Seven III–V compounds from one self-energy table

The seven crystals in the first table share the zincblende structure and differ only in their elements. Each was treated by one-shot G0W0, in which a self-energy takes the place of the Kohn–Sham exchange-correlation potential. The question is whether that self-energy, taken at the two band edges, is enough to tell which crystal is which. Only the self-energy columns are used for the assignment.

Zincblende structure, space group F-43m (216), with one atom of each element in the primitive cell. One-shot G0W0 at a finite count of bands, screening cutoff and k mesh, gaps over the mesh points. Ansatz 0.2.0, plane-wave PAW, no spin polarisation or spin–orbit coupling, cells relaxed with r2SCAN; starting functional r2SCAN; cutoff 500 eV; fixed occupations; screening cutoff 220 eV. Candidates: GaN, BN, InP, BAs, AlN, BP, GaP.

```
row  exchange less vxc valence top (eV)  correlation valence top (eV)  Z valence top  exchange less vxc conduction bottom (eV)  correlation conduction bottom (eV)  Z conduction bottom
  A                              -1.645                         1.024        0.79900                                     4.265                              -4.230              0.81100
  B                              -1.363                         0.782        0.80300                                     4.028                              -4.003              0.81300
  C                              -3.393                         2.791        0.77900                                     4.276                              -3.957              0.81300
  D                              -1.496                         1.016        0.75600                                     3.589                              -3.771              0.77800
  E                              -3.740                         2.797        0.79200                                     3.987                              -3.762              0.84300
  F                              -3.405                         2.466        0.83400                                     4.931                              -4.531              0.86100
  G                              -1.637                         1.098        0.77700                                     3.665                              -3.754              0.80300
```

"Exchange less vxc" is the Fock exchange energy of a state minus the contribution of the Kohn–Sham exchange-correlation potential vxc. "Correlation" is the further shift that arises because the other electrons respond. Z, the renormalisation factor, is the share of an added electron or hole that remains a sharp single-particle state; the rest goes into states in which the surroundings are excited as well. With Σ for the self-energy and E for the energy,

Z = 1/(1 − dΣ/dE).

The valence top helps to identify the anion. In the nitrides it consists mainly of nitrogen 2p orbitals; in BP and BAs, whose elements are almost equally electronegative, boron 2p is expected to take a large share. Nitrogen 2p has no p shell beneath it in the core and is therefore compact, which makes both its exchange and its vxc large; the difference between them is expected to be large too. In rows C, E and F exchange less vxc at the valence top lies between −3.4 and −3.7 eV. The other four rows are weaker by about 1.75 eV or more, so C, E and F are surely the nitrides.

The cation is read mainly from Z, and a simpler system shows why this can work. Take a charge fixed in place and coupled to a single harmonic oscillator. For a given coupling strength, the charge hardly displaces a very fast oscillator, and Z approaches one; a slow oscillator is displaced far, and Z drops. In a crystal the plasmon, the collective oscillation of the valence electrons, plays the oscillator's part. The likeness ends there, since a real electron moves and also excites electron–hole pairs at many energies.

For an electron at the band edge E₀, coupled with strength g to a plasmon of energy ħωp, the model gives to lowest order in g²

Σ(E) = g²/(E − E₀ − ħωp),
1/Z − 1 = g²/(ħωp)² at E = E₀.

A hole gives the same slope. If the range of plasmon wavelengths that couple is taken as fixed, g² itself grows in proportion to ħωp, and 1/Z − 1 should vary as 1/ħωp. The plasmon energy rises with electron density, so small atoms and short bonds should bring Z closer to one.

Among the nitrides BN has by far the shortest bonds. Row F has the highest Z of the whole table at both edges, 0.834 and 0.861, and is BN. This assignment is sure.

Density hardly separates AlN from GaN, whose bonds are nearly equally long, but screening can. Without any screening the correlation part would vanish and exchange would open the gap in full; the stronger the screening, the more of that opening correlation tends to take back. Exchange less vxc opens the gap by almost the same amount in C and E, yet correlation closes it by 6.75 eV in C and by only 6.56 eV in E. GaN has the smaller gap and is easier to polarise, so C is probably GaN and E AlN.

Of the remaining four crystals InP has the largest cation and the lowest electron density. Row D has the lowest Z at both edges and is InP. Row G comes next, with a valence Z of 0.777, and fits GaP. Rows A and B lie higher and close together, as the two boron compounds should, and exchange less vxc at their conduction bottoms exceeds 4 eV, which neither D nor G reaches. These assignments are fairly sure.

Which of A and B is BP remains ambiguous. The density argument favours B, but only by 0.004 in valence Z, too little to decide. Valence exchange points the other way: arsenic 4p is more extended than phosphorus 3p and should have the weaker exchange. Row B has −1.36 eV, the weakest value of all, whereas A, at −1.65 eV, almost coincides with the presumed GaP. The better reading is A as BP and B as BAs.

The rows with their labels:

```
formula  element on site A  Z A  element on site B  Z B  shortest distance (Å)  k mesh  exchange less vxc valence top (eV)  correlation valence top (eV)  Z valence top  exchange less vxc conduction bottom (eV)  correlation conduction bottom (eV)  Z conduction bottom
     BN                  B    5                  N    7                  1.563   8×8×8                              -3.405                         2.466        0.83400                                     4.931                              -4.531              0.86100
     BP                  B    5                  P   15                  1.964   6×6×6                              -1.645                         1.024        0.79900                                     4.265                              -4.230              0.81100
    BAs                  B    5                 As   33                  2.071   6×6×6                              -1.363                         0.782        0.80300                                     4.028                              -4.003              0.81300
    AlN                 Al   13                  N    7                  1.892   8×8×8                              -3.740                         2.797        0.79200                                     3.987                              -3.762              0.84300
    GaN                 Ga   31                  N    7                  1.948   6×6×6                              -3.393                         2.791        0.77900                                     4.276                              -3.957              0.81300
    GaP                 Ga   31                  P   15                  2.360   6×6×6                              -1.637                         1.098        0.77700                                     3.665                              -3.754              0.80300
    InP                 In   49                  P   15                  2.558   6×6×6                              -1.496                         1.016        0.75600                                     3.589                              -3.771              0.77800
```

The labels agree with all seven assignments, the ambiguous pair included. (The columns Z A and Z B hold atomic numbers and have nothing to do with the factor Z.) The dielectric constants from the same runs, 3.9 for AlN and 5.6 for GaN, support the screening argument. It is not a clean test, however. The whole difference in the correlation part arises at the conduction bottom, which lies at the zone boundary point X in AlN but at the zone centre in GaN, and AlN was run on the denser k mesh. The same caution holds for all the conduction columns: the state lies at X in BN, BP and GaP too, at the zone centre in InP, and two thirds of the way to X in BAs. For BP and BAs the mesh may also miss the true minimum.

With the bond lengths known, the plasmon model can be tried on numbers. InP has a shortest distance of 2.558 Å and eight s and p valence electrons in its two-atom cell; the d electrons are left out. The cell volume V, the electron density n and the plasmon energy follow as

V = 16 × 2.558³/(3√3) = 51.5 Å³,
n = 8/51.5 = 0.155 Å⁻³,
ħωp = 27.2 eV × √(4π × 0.155 × 0.529³) = 14.6 eV,

where 27.2 eV is the hartree and 0.529 Å the Bohr radius. The same steps give about 22 eV for BP, larger by a factor of 1.5.

BP now sets the scale, and InP is estimated from it. At the valence top of BP, 1/Z − 1 is 0.25. For InP the model therefore gives

1/Z − 1 = 0.25 × 1.5 = 0.375,
Z = 1/1.375 = 0.73.

The G0W0 value is 0.756. The model has the direction right but exaggerates the fall from BP, giving 0.07 where the calculation gives 0.04.

Over all seven crystals the estimated plasmon energy changes by a factor of 2.1. If the model were exact, its product with 1/Z − 1 would be constant; at either band edge this product still varies by a factor of about 1.3. The model thus serves for ordering crystals with the same anion: valence Z falls from BN through AlN to GaN, and from BP through GaP to InP, as the bonds lengthen. Screening strengthens along most of the same steps, and GaN, GaP and InP bring in a filled cation d shell that the estimate leaves out, so these rows do not show how much of the trend belongs to the plasmon energy alone.

The model is less reliable when the anion changes. From BP to BAs it predicts a fall in Z, but the calculated Z rises slightly at both edges. GaN and BP have nearly the same estimated plasmon energy, and their Z values at the conduction bottom are almost equal. At the valence top, however, GaN has 0.779 and BP 0.799. A possible reason, untested here, is that a hole in the compact N 2p orbitals disturbs its surroundings more strongly, which would raise g; the Ga 3d shell may also play a part.

The gap correction is what remains after two large terms have nearly cancelled. In InP exchange less vxc opens the gap by 5.1 eV and correlation closes it by 4.8 eV, which leaves 0.3 eV; in BN the remainder is 1.3 eV. Added to the Kohn–Sham gap, these parts give the G0W0 gap without any factor Z, as expected when the self-energy is taken at the quasiparticle energy. Z is needed as a factor when the self-energy is taken at the Kohn–Sham energy instead. Applied here, it would make the gap too small, by up to 0.23 eV.

The size of this remainder matters for a junction between zincblende AlN and GaN, whose barriers depend in part on the difference of the two gaps. The correction is 1.17 eV in AlN and 0.92 eV in GaN, so a shift taken from GaN and applied to AlN would leave the AlN gap about 0.25 eV short of its own G0W0 value. A shared correction is therefore unsafe for this pair, though part of the difference may come from the unequal k meshes. The absolute gaps call for more caution, because the bands, screening cutoff and k mesh are finite. In tests by the makers of the data on other systems, gaps computed in this way fell short of the basis limit by 6 to 9 % in the median. The present runs include no such test, so the shortfall for AlN and GaN is not known. The GaN gap may also come out too low because of the filled Ga 3d shell, and it lacks spin–orbit coupling.
